## The question

When a PAW dataset replaces the all-electron titanium atom, which change of configuration does it reproduce worst: the one that costs the most energy, or the one that disturbs a particular shell?

Three sizes are worth remembering. The test energies span about 0.3 to 50 eV in magnitude, and the errors about 0.5 to 5 meV. Unpolarised tests that keep two 3d electrons are wrong by roughly 1 meV or less, even at 21 eV. A neutral atom with one 3d electron moved to 4p is wrong by 5 meV at a cost of only 5 eV.

Tests of a PAW dataset for the Ti atom with a [Ne] core, made with ld1.x 7.5 (LDA-PZ, scalar-relativistic); the radii are 1.42 (s), 1.52 (p) and 1.48 bohr (d). Excitation energies are relative to the unpolarised reference 3s2 3p6 3d2 4s2 4p0, and errors are all-electron minus pseudo. Spin-polarised tests follow Hund's rule.

```
     test configuration  test spin polarised  excitation energy all-electron (eV)  excitation error (meV)
    3s2 3p6 3d2 4s1 4p0                   no                               7.5357                 -0.5170
    3s2 3p6 3d2 4s0 4p0                   no                               21.336                  -1.252
    3s2 3p6 3d1 4s0 4p0                   no                               48.525                  -3.755
3s2 3p6 3d2.5 4s1.5 4p0                   no                              0.32357                  -1.088
    3s2 3p6 3d1 4s2 4p1                   no                               4.8141                  -5.388
    3s2 3p6 3d3 4s1 4p0                   no                               1.0596                  -1.918
    3s2 3p6 3d2 4s0 4p1                   no                               11.384                 -0.4762
    3s2 3p6 3d2 4s2 4p0                  yes                             -0.67041                  -1.034
    3s2 3p6 3d2 4s1 4p0                  yes                               6.2915                  -1.265
```

The excitation energy $E$ is the all-electron LDA energy of a configuration relative to unpolarised 3d² 4s². The excitation error $\delta$ is the all-electron value minus the pseudo value. Let $\Delta n_d$ and $\Delta n_s$ be the changes of 3d and 4s occupation from the reference. All rows test one dataset. The seven unpolarised rows are spherical averages with no moment on the open d shell, so 1.06 eV for 3d³ 4s¹ is not the physical s-to-d promotion energy. The two polarised rows are a different state and stay out of the fits, whose printed output follows this text.

## First explanation: the error follows energy or charge

The tempting idea is that the dataset drifts in proportion to how hard the atom is pushed, $\delta = kE$, or in proportion to ionic charge. The four unpolarised ions support the energy form: their $|\delta/E|$ lies between 0.004 and 0.008 %, within a factor of two over charges 1 to 3.

The three neutral rows break it. Their relative errors are 0.11 to 0.34 %. The 3d¹ 4s² 4p¹ atom costs a tenth of the energy of the 3+ ion, yet its error is 1.4 times larger, and a charge model gives it no error at all. Fitted through the origin to the seven rows, $kE$ leaves an rms residual of 2.1 meV, worse than the 1.7 meV scatter about a plain constant. The rank correlation of $|\delta|$ with $E$ is 0.04. Energy describes an ionisation ladder and nothing beyond it; charge does even that only roughly.

## Second explanation: a quadratic error set by the 3d shell

Both atoms have an energy that is smooth in the occupations $n_i$, so their difference can be expanded about the reference. Janak's theorem, $\partial E/\partial n_i=\varepsilon_i$ with $\varepsilon_i$ the orbital energy, fixes the first term:

$$\delta=\sum_i(\varepsilon_i^{\rm AE}-\varepsilon_i^{\rm PS})\,\Delta n_i+\sum_{ij}Q_{ij}\,\Delta n_i\,\Delta n_j+\dots$$

A dataset is built to match the reference orbital energies, so the linear term should vanish and $Q_{ij}$ should lead. One share of $Q$ has a known sign. Freezing the [Ne] core is a constraint; it costs nothing at the reference and raises the energy elsewhere, at second order in the change of potential over the core. That share makes $\delta$ negative.

Electrostatics says which shell matters. Charge in a shell outside the core shifts the potential inside by a constant, which moves levels but deforms no orbital. The 4s and 4p density lies mostly at about 3 bohr or beyond, while 3d peaks near 1 bohr (rough recalled sizes), inside the 1.5 bohr spheres and on top of 3s and 3p. A change of $n_d$ therefore alters the shape of the potential where two partial waves per channel must follow the breathing of 3s, 3p and 3d. The frozen [Ne] core lies deeper, mostly within about half a bohr, so it feels the change more weakly, through the inner tail of 3d and the response of 3s and 3p. This is an argument from theory, and it gives the simplest model $\delta=k\,\Delta n_d^2$.

The numbers show the sorting by shell. The three rows with $|\Delta n_d|=1$ have errors of 1.92 to 5.39 meV in size, all above the three rows with $\Delta n_d=0$, which stay within 1.25 meV. The rank correlation with $|\Delta n_d|$ is 0.85, on seven rows with ties. The fit to the same seven rows gives $k=-3.7$ meV and an rms residual of 1.1 meV, half that of the energy model; adding a term in $\Delta n_s^2$ barely helps. The 3+ ion cannot decide between $kE$ and $k\,\Delta n_d^2$, since both fit it to about 0.2 meV or better. The decision rests mostly on one neutral row, 3d¹ 4s² 4p¹, which the energy model misses by 5.0 meV and the 3d model by 1.7 meV. Both miss 3d³ 4s¹ by 1.8 meV, and for the 3d² ions, to which the 3d model gives no error, the energy model is the closer one.

## Where the quadratic law fails

Take 3d²·⁵ 4s¹·⁵, a fractional occupation that was part of the fit: $\delta=-3.70\times0.5^2=-0.93$ meV against $-1.09$ meV in the table. The agreement is an accident. The same model gives $-3.7$ meV for 3d³ 4s¹, twice the tabulated $-1.92$ meV.

These two rows lie on one straight path, with $t=0.5$ and $1$ electron moved from 4s to 3d. Along such a path any purely quadratic form, cross terms included, grows fourfold when $t$ doubles. The table gives 1.76, an exponent of 0.8. Removal of one and then two 4s electrons gives 2.42, an exponent of 1.3. Both gaps are far larger than the last printed digit of the errors, though the numerical precision of the run itself is not known at the sub-meV level.

A term in $\Delta n_d^2$ alone also treats 3d¹ and 3d³ alike, whereas the two 3d¹ rows have two and nearly three times the error of 3d³ 4s¹. Nor do shells add: starting from the 2+ ion, removing a 3d electron changes $\delta$ by $-2.50$ meV and adding a 4p electron by $+0.78$ meV, far in sum from the $-5.39$ meV of the neutral 3d-to-4p row. Terms that mix shells, the cross terms $Q_{ij}$ or higher ones, are needed.

## Third explanation: a lower-order term underneath

An exponent below 2 may point to a constant or a linear term, though a cubic term of opposite sign to the quadratic one would lower it too, and two points per path cannot tell these apart. A constant would arise if the reference energy of the pseudo atom were slightly off. Written as $c+bt^2$, the two paths demand $c=-0.8$ and $-0.3$ meV, so one common offset on a quadratic law does not work.

A linear term means that orbital energies do not quite match at the reference. Written as $at+bt^2$, the 4s-to-3d path has $a=-2.4$ meV, which would be the mismatch of the 3d–4s level spacing. Two points fix two constants, so this tests nothing, and the mismatch remains a guess. The same holds for the full linear-plus-quadratic form in $\Delta n_s$ and $\Delta n_d$, which five rows determine exactly. Its quadratic part has one positive eigenvalue, which a frozen core alone cannot give, but cubic terms at charge 3 could spoil that reading. All nine errors are negative, the sign that a frozen core gives, yet $\delta$ lumps the frozen core with incomplete partial waves, whose sign is free, and the run does not separate them.

## The polarised rows

The $-0.670$ eV of polarised 3d² 4s² is the spin-polarisation energy at fixed occupation. The pseudo atom gains 1.03 meV too little, 0.15 % of that energy. The model in $\Delta n_d$ gives zero here. An error from the spin density that 3d carries inside the sphere would fit the spatial argument, but the run does not isolate it. The 1+ ion, however, gains more (1.24 eV) with a smaller error (0.75 meV), so the error does not scale with the polarisation energy. Between the two polarised rows the ionisation energy is $6.292+0.670=6.962$ eV with an error of only $-0.23$ meV, by partial cancellation.

## What carries over and what does not

For a neighbouring d element the spatial argument suggests that neutral transfers into or out of d are the demanding tests per eV, while stripping outer s electrons is forgiving. The size cannot be scaled with a square law, and one dataset with randomly drawn settings fixes no general constant.

Small errors do not make this dataset usable. The lowest eigenvalue of its overlap operator is about $-4$, so the overlap is not positive: a plane-wave calculation may fail or give unphysical states, and variational sign arguments lose their footing for the pseudo part. The ghost test is inconclusive. The tests probe bound levels only: the s scattering phase is nearly exact just above zero energy but badly off at the top of the scanned range, several rydberg higher, where d is still good. Both s partial waves are bound states while d has one at positive energy, and p, which also has two bound waves, drifts there too, though far less than s. The choice of bound waves may thus be part of the s error, but this run does not show that it is the whole of it.

Output of the analysis:

```
rounding floor of errors: 0.0005 meV or less (numerical floor of the run unknown)
row | charge | dn_d | E eV | error meV | |error/E| %
d2 s1 p0 | 1 | 0 | 7.536 | -0.517 | 0.0069
d2 s0 p0 | 2 | 0 | 21.336 | -1.252 | 0.0059
d1 s0 p0 | 3 | -1 | 48.525 | -3.755 | 0.0077
d2.5 s1.5 p0 | 0 | 0.5 | 0.324 | -1.088 | 0.3362
d1 s2 p1 | 0 | -1 | 4.814 | -5.388 | 0.1119
d3 s1 p0 | 0 | 1 | 1.060 | -1.918 | 0.1810
d2 s0 p1 | 1 | 0 | 11.384 | -0.476 | 0.0042
d2 s2 p0 spin | 0 | 0 | -0.670 | -1.034 | 0.1542
d2 s1 p0 spin | 1 | 0 | 6.292 | -1.265 | 0.0201
fits through origin, 7 unpolarised rows (spin rows are another state); residual = table - model, meV
rms error, no model: 2.67 meV; spread about mean: 1.71 meV
A k*E: k=[-0.082] rms 2.07 worst d1 s2 p1 -5.00
   residuals [ 0.1   0.49  0.21 -1.06 -5.   -1.83  0.45] spin rows [-1.09 -0.75]
A k*charge: k=[-0.984] rms 2.25 worst d1 s2 p1 -5.39
   residuals [ 0.47  0.72 -0.8  -1.09 -5.39 -1.92  0.51] spin rows [-1.03 -0.28]
B k*dd^2: k=[-3.701] rms 1.08 worst d3 s1 p0 1.78
   residuals [-0.52 -1.25 -0.05 -0.16 -1.69  1.78 -0.48] spin rows [-1.03 -1.26]
B kd*dd^2+ks*ds^2: k=[-3.466 -0.142] rms 1.02 worst d1 s2 p1 -1.92
   residuals [-0.38 -0.69  0.28 -0.19 -1.92  1.69  0.09] spin rows [-1.03 -1.12]
Spearman |error| vs E (7 rows): 0.04
Spearman |error| vs charge (7 rows): -0.09
Spearman |error| vs |dn_d| (7 rows): 0.85
|dn_d|=0: n=3, |error| 0.48 to 1.25, mean 0.75 meV
|dn_d|=0.5: n=1, |error| 1.09 to 1.09, mean 1.09 meV
|dn_d|=1: n=3, |error| 1.92 to 5.39, mean 3.69 meV
4s->3d: ratio 1.76 (quadratic 4), exponent 0.82
   exact a*t+b*t^2: a -2.43 b 0.52; exact c+b*t^2: c -0.81 b -1.11 meV
4s removal: ratio 2.42 (quadratic 4), exponent 1.28
   exact a*t+b*t^2: a -0.41 b -0.11; exact c+b*t^2: c -0.27 b -0.24 meV
C, 5 rows 5 unknowns (no test): a_s 0.41 a_d -2.03 Qss -0.11 Qdd -1.09 Qsd -1.72 meV
   eigenvalues of quadratic part (frozen core alone: none > 0): [-1.59  0.39]
steps from 2+ ion: remove 3d -2.50, add 4p +0.78, sum -1.73; neutral 3d->4p row -5.39 meV
4s->4p in 1+ ion: 3.848 eV, error +0.041 meV
ionisation 2: 13.800 eV, -0.735 meV; 3: 27.189 eV, -2.503 meV
ratios: err d1s2p1/d1s0 1.43, E d1s0/d1s2p1 10.1, err d1s2p1/d3s1 2.81, d1s0/d3s1 1.96
polarisation energy atom -0.670 eV, error -1.034 meV (0.154 %)
polarisation energy 1+ ion -1.244 eV, error -0.748 meV (0.060 %)
polarised first ionisation 6.962 eV, error -0.231 meV
```
